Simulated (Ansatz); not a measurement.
## Ge: the change of energy above lowest point with volume scale

Results calculated with Ansatz 0.2.0, not measured. Free energy against uniform scaling of the volume at fixed shape and fractions; periodic cell, basis, potentials, k mesh and filling as listed.

The cell before it is scaled or strained (space group Imma, No. 74):
```
CELL_PARAMETERS angstrom
-2.49590 2.65090 1.43690
2.49590 -2.65090 1.43690
2.49590 2.65090 -1.43690
ATOMIC_POSITIONS crystal
Ge 0.18594 0.93594 0.25000
Ge 0.81406 0.06406 0.75000
```

Settings of every row: functional m-r2SCAN; dispersion none; potentials PAW; wave cutoff 600 eV; density cutoff 2400 eV; k mesh 11x11x11; k shift 0x0x0; occupations fermi dirac; smearing width 0.1 eV; spin none.

Limits: coarse k mesh, up to 40 meV an atom off; the cell comes from a prototype or a list of computed structures and needn't be the stable phase.

| row | volume scale | V (Å³/atom) | energy above lowest point (meV/atom) |
| --- | --- | --- | --- |
| 1 | 0.94 | 17.873 | 9.2 |
| 2 | 0.96 | 18.254 | ? |
| 3 | 0.98 | 18.634 | 0 |
| 4 | 1 | 19.014 | 1.3 |
| 5 | 1.02 | 19.394 | 5.9 |
| 6 | 1.04 | 19.775 | 13.6 |
| 7 | 1.06 | 20.155 | 23.9 |

Question: what energy above lowest point should row 2 give?

Worked fit of energy above lowest point. Take u = (V_r/V)^(2/3) − 1 with V_r = 19.204 Å³ an atom, which is twice the finite (Eulerian) strain; such expansions in the strain, on which the Birch-Murnaghan equation of state is built, carry the rest volume and the bulk modulus. The shown rows have u = 0.04905, 0.02029, 0.00665, -0.00654, -0.01934, -0.03171. Least squares give energy above lowest point = 3.21 − 352.8 × u + 9545 × u² + 2833 × u³ meV/atom; a parabola predicts inner rows, each left out in turn, worse (root mean square 0.06 against 0.031 meV/atom). All shown rows lie on it to the printed digit. Its lowest point lies at u = 0.0183, or V = 18.69 Å³ an atom, and the curvature there gives the bulk modulus at fixed shape and fractions, B = (4/9)(1 + u)² E″(u)/V = 76.7 GPa. Letting shape and atoms relax would as a rule lower it, by much in layered, chain or molecular crystals. The withheld row has u = 0.0344, so the fit gives 3.21 − 352.8 × (0.0344) + 9545 × (0.0344)² + 2833 × (0.0344)³ = 2.5 meV/atom.

The calculation gave 2.5 meV/atom. The fit meets it to the printed digit.
